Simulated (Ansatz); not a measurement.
WC: energy above lowest point as volume scale varies

Free energy against uniform scaling of the volume at fixed shape and fractions; periodic cell, basis, potentials, k mesh and filling as listed. The results are calculated, by Ansatz 0.2.0.

The cell before it is scaled or strained (space group Fm-3m, No. 225):
```
cell vectors (Å)
   0.0000     2.1927     2.1927
   2.1927     0.0000     2.1927
   2.1927     2.1927     0.0000
atoms (fractions of the cell vectors)
W   0.00000  0.00000  0.00000
C   0.50000  0.50000  0.50000
```

Settings of every row: functional LDA; dispersion none; potentials all-electron LAPW; k mesh 11x11x11; k shift 0x0x0; occupations cold; smearing width 0.1 eV; spin none.

Limits: coarse k mesh, up to 40 meV an atom off; no spin-orbit coupling, which can matter with elements this heavy; the cell comes from a prototype or a list of computed structures and needn't be the stable phase.

| row | volume scale | V (Å³/atom) | energy above lowest point (meV/atom) |
| --- | --- | --- | --- |
| 1 | 0.92 | 9.699 | ? |
| 2 | 0.96 | 10.121 | 0 |
| 3 | 1 | 10.542 | 22.9 |
| 4 | 1.04 | 10.964 | 80.9 |
| 5 | 1.08 | 11.386 | 167.3 |

Question: what energy above lowest point should row 1 give?

Worked fit of energy above lowest point. Take u = (V_r/V)^(2/3) − 1 with V_r = 10.753 Å³ an atom, which is twice the finite (Eulerian) strain; such expansions in the strain, on which the Birch-Murnaghan equation of state is built, carry the rest volume and the bulk modulus. The shown rows have u = 0.04121, 0.0133, -0.01287, -0.03742. Least squares give energy above lowest point = 47.97 − 2225.5 × u + 25755 × u² meV/atom; a straight line predicts inner rows, each left out in turn, worse (root mean square 25 against 0.054 meV/atom). All shown rows lie on it to the printed digit. The withheld row has u = 0.07119, so the fit gives 47.97 − 2225.5 × (0.07119) + 25755 × (0.07119)² = 20.1 meV/atom.

The calculation gave 21.1 meV/atom. The fit lies 1.0 meV/atom (4.7 % of the value, 0.6 % of the column's range) below it; its largest miss of a shown row is 0.0 meV/atom. This row lies beyond the range of the fit.
